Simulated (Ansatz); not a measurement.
# HfB: energy less free atoms and pressure against volume scale

All results are calculated (Ansatz 0.2.0). Periodic Kohn-Sham DFT of a crystal at fixed atoms, scaled to volume_scale times the given cell; pressure positive in compression, energy less spherical unpolarised free atoms, largest_vzz the field gradient of largest size among the nuclei.

The cell before it is scaled or strained (space group Fm-3m, No. 225):
```
HfB
1.0
      0.0000     2.3100     2.3100
      2.3100     0.0000     2.3100
      2.3100     2.3100     0.0000
Hf B
1 1
Direct
  0.50000 0.50000 0.50000
  0.00000 0.00000 0.00000
```

Settings of every row: method all-electron LAPW; functional PBE; relativity scalar; k mesh 15x15x15; filling fermi-dirac; smearing width 0.05 eV; basis error target 0.25 meV/atom; nucleus gaussian.

Atom start moment: 0 on all atoms.

Limits: all rows lie far from zero pressure; no spin-orbit coupling on heavy atoms.

| row | volume scale | V (Å³/atom) | energy less free atoms (eV/atom) | pressure (GPa) |
| --- | --- | --- | --- | --- |
| 1 | 0.95 | 11.71 | -7.1376 | 45.336 |
| 2 | 0.975 | 12.018 | ? | ? |
| 3 | 1 | 12.326 | -7.2812 | 29.88 |
| 4 | 1.025 | 12.635 | -7.3323 | 23.335 |
| 5 | 1.05 | 12.943 | -7.3714 | 17.463 |

Question: what energy less free atoms and pressure should row 2 give?

Worked fit of energy less free atoms. Take u = (V_r/V)^(2/3) − 1 with V_r = 12.48 Å³ an atom, which is twice the finite (Eulerian) strain; such expansions in the strain, on which the Birch-Murnaghan equation of state is built, carry the rest volume and the bulk modulus. The shown rows have u = 0.04337, 0.00831, -0.0082, -0.02399. Least squares give energy less free atoms = −7.30824 + 3.096 × u + 19.333 × u² eV/atom; a straight line predicts inner rows, each left out in turn, worse (root mean square 0.013 against 6e-05 eV/atom). All shown rows lie on it to the printed digit. The withheld row has u = 0.02547, so the fit gives −7.30824 + 3.096 × (0.02547) + 19.333 × (0.02547)² = -7.2168 eV/atom.

The calculation gave -7.2168 eV/atom. The fit meets it to the printed digit.

Worked fit of pressure. Take u = (V_r/V)^(2/3) − 1 with V_r = 12.48 Å³ an atom, which is twice the finite (Eulerian) strain; such expansions in the strain, on which the Birch-Murnaghan equation of state is built, carry the rest volume and the bulk modulus. The shown rows have u = 0.04337, 0.00831, -0.0082, -0.02399. Least squares give pressure = 26.5273 + 397.587 × u + 831.51 × u² GPa; a straight line predicts inner rows, each left out in turn, worse (root mean square 0.58 against 0.025 GPa). The rows lie off it by 0.001, -0.009, 0.012, -0.005 (root mean square 0.0079 GPa). The withheld row has u = 0.02547, so the fit gives 26.5273 + 397.587 × (0.02547) + 831.51 × (0.02547)² = 37.193 GPa.

The calculation gave 37.183 GPa. The fit lies 0.010 GPa (0.036 % of the column's range) above it; its largest miss of a shown row is 0.012 GPa.
